Generalised coordination numbers of fcc sites, with gold edges and corners in CO oxidation

1. The definition

The ordinary coordination number cn counts the nearest neighbours of an atom: 12 in bulk fcc, 9 on a (111) terrace, 7 at a step edge. It is too coarse to rank catalytic sites, because atoms with the same cn can have very different surroundings. The generalised coordination number, introduced by Calle-Vallejo and co-workers in 2014, weights each neighbour j by its own coordination:

GCN = Σ_j cn(j) / cn_max

The sum runs over the metal atoms that are nearest neighbours of the atom or atoms forming the site. Each is counted once, and the site atoms themselves are left out. cn_max is the number of such neighbours that the same site has in the bulk crystal, so a bulk site of any type gives 12. GCN is pure geometry. The counts below hold for ideal, unreconstructed fcc lattices, so they serve Cu, Al, Ni and Pt as they serve Au. The bcc and hcp wiring metals (W, Mo, Ru) need counts of their own.

2. The model: twelve bond vectors and one cut

Measure positions in units of a/2, with a the cubic lattice constant. The twelve bond vectors b are (±1,±1,0), (±1,0,±1) and (0,±1,±1). For a top site cn_max = 12, and the sum Σ cn(j) has a simple meaning: step from the site atom to a neighbour, then from there to any of its neighbours, the starting atom included. So

12·GCN = N = number of two-step walks that start on the atom and stay in the metal.

With the adjacency matrix A (A_ij = 1 for bonded atoms, else 0), cn is the row sum of A and N is the row sum of A².

Now cut the crystal on a plane (hkl). A bond changes the height by the integer η(b) = h·bx + k·by + l·bz. An atom at depth d below the outermost layer, in the same unit, keeps the bonds with η ≤ d. This gives the closed form

cn(d) = number of b with η(b) ≤ d
N(d) = Σ over those b of cn(d − η(b))

The heights come in ± pairs, so only the upward and level ones need listing.

(111): +2 three times, 0 six times. cn = 9 on top and 12 below. N = 6×9 + 3×12 = 90, GCN = 7.50.

(100): +1 four times, 0 four times. cn = 8, then 12. N = 4×8 + 4×12 = 80, GCN = 6.67.

(110): +2 once, +1 four times, 0 twice. cn = 7, 11, then 12. N = 2×7 + 4×11 + 12 = 70, GCN = 5.83.

(211): +3 twice, +2 once, +1 twice, 0 twice. cn = 7 (step edge), 9 (terrace), 10 (step foot), then 12. For the edge atom N = 2×7 + 2×9 + 10 + 2×12 = 66, GCN = 5.50.

The (110) ridge and the (211) edge both have cn = 7, and GCN tells them apart. Clean gold reconstructs on all three low-index faces, and the count must then be redone. On the missing-row (1×2) form of Au(110) the four second-layer neighbours of a ridge atom drop from 11 to 9, so N = 2×7 + 4×9 + 12 = 62 and GCN = 5.17.

3. Where 18, 22 and 26 come from

For sites made of several atoms, cn_max follows by inclusion and exclusion in the bulk lattice. Two bonded atoms share 4 neighbours. Two atoms a distance a apart also share 4.

Bridge, two bonded atoms: 2×12 − 4 shared − 2 site atoms = 18.

Threefold, a triangle: one atom, the apex of the tetrahedron on the triangle, touches all three. The union holds 3×12 − 3×4 + 1 = 25 atoms, and removing the 3 site atoms leaves 22.

Fourfold, a square: there are six pairs with 4 shared each, and the 2 atoms above and below the centre are common to every triple and to all four. The union holds 4×12 − 6×4 + 4×2 − 2 = 30 atoms, and removing 4 leaves 26.

On (111) the bridge keeps 8 surface and 5 subsurface neighbours: (8×9 + 5×12)/18 = 7.33. The triangle has 9 neighbours in its plane, 7 on the apex side and 6 on the other. The hcp hollow has the apex atom beneath it: (9×9 + 7×12)/22 = 7.50. The fcc hollow does not: (9×9 + 6×12)/22 = 6.95. The (100) hollow gives (8×8 + 9×12)/26 = 6.62.

4. Why a top site above 7.5 must be concave

Call an atom locally convex if some plane through it has every atom within two bonds on or below the plane. Flat terraces, step edges, particle edges and corners all qualify. Let z be the number of bond vectors lying in that plane. The other 12 − z split evenly into up and down. A level first step lands on an atom with at most 6 + z/2 neighbours, and a downward step lands on one with at most 12. Hence

N ≤ z(6 + z/2) + 12(6 − z/2) = 72 + z²/2, or GCN ≤ 6 + z²/24.

Two independent bond directions meet either at 60° and span a {111} plane (z = 6), or at 90° and span a {100} plane (z = 4). Any other plane holds one direction (z = 2) or none. The bounds are 7.50, 6.67, 6.17 and 6. The flat (111) and (100) faces reach theirs exactly, and no locally convex top site exceeds 7.5.

A larger value therefore needs higher metal within two bonds. The closed form supplies examples. The (211) step foot (d = 2) has N = 7 + 2×9 + 2×10 + 5×12 = 105, GCN = 8.75. The (110) trough (d = 1) has N = 4×7 + 2×11 + 5×12 = 110, GCN = 9.17. On (533), with a terrace one row wider than on (211), the atom next to the foot row (d = 4) has cn = 9 like any (111) atom, but two of its neighbours have cn = 10, so N = 92 and GCN = 7.67. Concavity is necessary and not sufficient: the (211) terrace atom also adjoins the foot row, yet its two edge neighbours pull it to N = 88, GCN = 7.33.

5. Edges and corners of a particle

The cuboctahedron with n shells contains the lattice points with |x|, |y|, |z| ≤ n and |x| + |y| + |z| ≤ 2n. It has 13 atoms for n = 1, 55 for n = 2 and 309 for n = 4. It serves here as a geometric model, with no claim that gold clusters of these sizes adopt this shape.

Au13 corner (cn 5): 4×5 + 12 = 32, GCN = 2.67.
Au55 corner (cn 5): 4×7 + 12 = 40, GCN = 3.33, unchanged in all larger shells.
Au55 edge (cn 7): 2×5 + 2×7 + 8 + 2×12 = 56, GCN = 4.67.
Au55 (100) facet centre (cn 8): 4×7 + 4×12 = 76, GCN = 6.33.
Au309 mid-edge (cn 7): 2×7 + 8 + 2×9 + 2×12 = 64, GCN = 5.33, the long-edge limit.

Atoms with cn = 7 thus span 4.67 to 5.83. GCN carries a particle-size effect that cn misses, and the effect ends once all neighbours have their extended-surface coordination.

6. Strain

To let bond length enter, weight the second step of each walk by d0/d, with d0 = a/√2 the unstrained bond length. If all bonds stretch by the same strain S (positive in tension),

GCN* = GCN/(1 + S).

For (111), S = +1 % gives 7.43 and S = −1 % gives 7.58, so compression is a second way past 7.5. Free thermal expansion is isotropic. With the compiled value 14.2×10⁻⁶/K at 293 K (Kaye and Laby Online, NPL), taken as constant, heating by 200 K gives S = 0.28 % and GCN* = 7.48.

A film on a wafer is strained biaxially, and then the bonds do not stretch alike. For a (111) film with in-plane strain ε and a free surface, minimising the cubic elastic energy over the normal strain gives

ε⊥ = −2ε (C11 + 2C12 − 2C44)/(C11 + 2C12 + 4C44).

The compiled room-temperature values for gold (Blaschke) are C11 = 192.44, C12 = 162.98 and C44 = 42 GPa. The ratio is 434.40/686.40, so ε⊥ = −1.27 ε. An interlayer bond has one third of its squared length in the plane and two thirds along the normal:

(d/d0)² = (1 + ε)²/3 + 2(1 + ε⊥)²/3.

To first order its strain is ε/3 + 2ε⊥/3 = −0.51 ε, so it shortens under in-plane tension. Of the 90 walks on (111), 54 end on an in-plane bond and 36 on an interlayer bond:

GCN* = [54/(1 + ε) + 36 d0/d]/12.

To first order this is GCN/(1 + S) with S = 0.6ε − 0.4×0.51ε = 0.40 ε. At ε = +1 % it gives 7.47, a drop of 0.029 where the isotropic factor gives 0.074. The factor 1/(1 + S) is exact for uniform dilation. Used with the in-plane strain of a film it is a convention, and an energy relation fitted under one convention must be applied under the same one.

Surface relaxation is neglected and is of similar size. A 1 % change of the first interlayer spacing, a typical order for a close-packed face, alters 27 of the 90 walks by two thirds of 1 % and shifts GCN* by 0.015. This offset largely cancels between strained and unstrained films, but it makes the third decimal of GCN* meaningless as an absolute value.

7. From GCN to a rate

GCN earns its place through an empirical finding: on one metal, computed adsorption energies are often close to linear in it, with stronger binding at lower GCN. That relation is fitted, and nothing above derives it. A two-step model shows how it is used for CO oxidation. Write g for the top-site GCN. CO adsorption is in equilibrium, with free energy ΔG = β(g − g0) at the working pressure. O2 activation on a free site limits the rate, with a barrier, counted from gas-phase O2, that rises as αg. With Langmuir competition for the site and fixed O2 pressure,

θ = 1/(1 + exp[β(g − g0)/kT]), the CO coverage,
r ∝ exp(−αg/kT)·(1 − θ).

Differentiating, kT·d(ln r)/dg = −α + βθ. For α < β the rate peaks where

θ = α/β, at g* = g0 + (kT/β)·ln(β/α − 1).

Above g* the site is too noble to activate O2. Below g* it is blocked by CO.

The inputs are illustrative. Take E_CO = −0.30 eV at g = 7.5 and β = 0.12 eV per unit, chosen to give the typical CO binding of roughly 0.3 eV on gold terraces and roughly 0.5 eV at steps. Add 0.60 eV for the loss of gas-phase entropy at 300 K and a CO pressure of order 10 mbar, which puts g0 at 5.0. Take α = 0.08 eV per unit. At 300 K, kT = 0.02585 eV. The peak lies at θ = 0.67 and g* = 4.85, with a rate 1.2×10³ times that of (111).

site | GCN | E_CO (eV) | θ | r/r(111)
(111) terrace | 7.50 | −0.30 | 9×10⁻⁶ | 1
(100) terrace | 6.67 | −0.40 | 4×10⁻⁴ | 13
(211) edge | 5.50 | −0.54 | 0.09 | 4.4×10²
long particle edge | 5.33 | −0.56 | 0.18 | 6.7×10²
Au55 edge | 4.67 | −0.64 | 0.82 | 1.1×10³
corner | 3.33 | −0.80 | 1.00 | 1.7×10²

These ratios are the model's, not gold's. Linear energy relations of this kind typically scatter by about 0.1 eV. At 300 K that is a factor exp(0.1 eV/kT) = 48 in a rate, and in ΔG it moves the peak by 0.1/β = 0.83 units. The four edge and corner entries differ among themselves by less than a factor of 7, so the model does not rank them. A ratio r/r(111) collects more than one such scatter: the barrier at each of the two sites and, since kT·∂(ln r)/∂ΔG = θ, the CO energy with weight θ, which is negligible on (111). Taken as independent and to first order, these combine to 0.1 eV×√(2 + θ²). This is a factor of 2.4×10² at the (211) edge, 2.5×10² at the long edge, 5.6×10² at the Au55 edge and 8.1×10² at the corner. The three edge ratios exceed their factors, each by less than a factor of 3, so the model separates the edges from the (111) terrace only narrowly. The corner ratio of 1.7×10² lies within its scatter, so the corner is not separated from the terrace. The falling branch is the weakest part. It assumes that CO and O2 compete for the same atom, with no repulsion between adsorbates. On oxide-supported gold the oxygen is typically activated at the metal–oxide perimeter, which GCN does not describe. CO blocking then matters less, and the model understates the corners, at most by the blocking factor 1/(1 − θ) = 2.3×10³.

The comparison of the two levers needs no such detail. In the model, 1 % tension raises the (111) rate by exp(α×0.074/kT) = 1.3 under the isotropic factor and by 1.1 with the biaxial count. Moving a terrace atom to the GCN of a (211) edge by uniform dilation alone would take S = 7.5/5.5 − 1 = 36 %, far beyond any elastic range. Strain trims GCN by hundredths per cent of strain, and the two to four units between a terrace and an edge or corner come only from removing neighbours, which means controlling step density, particle size and shape.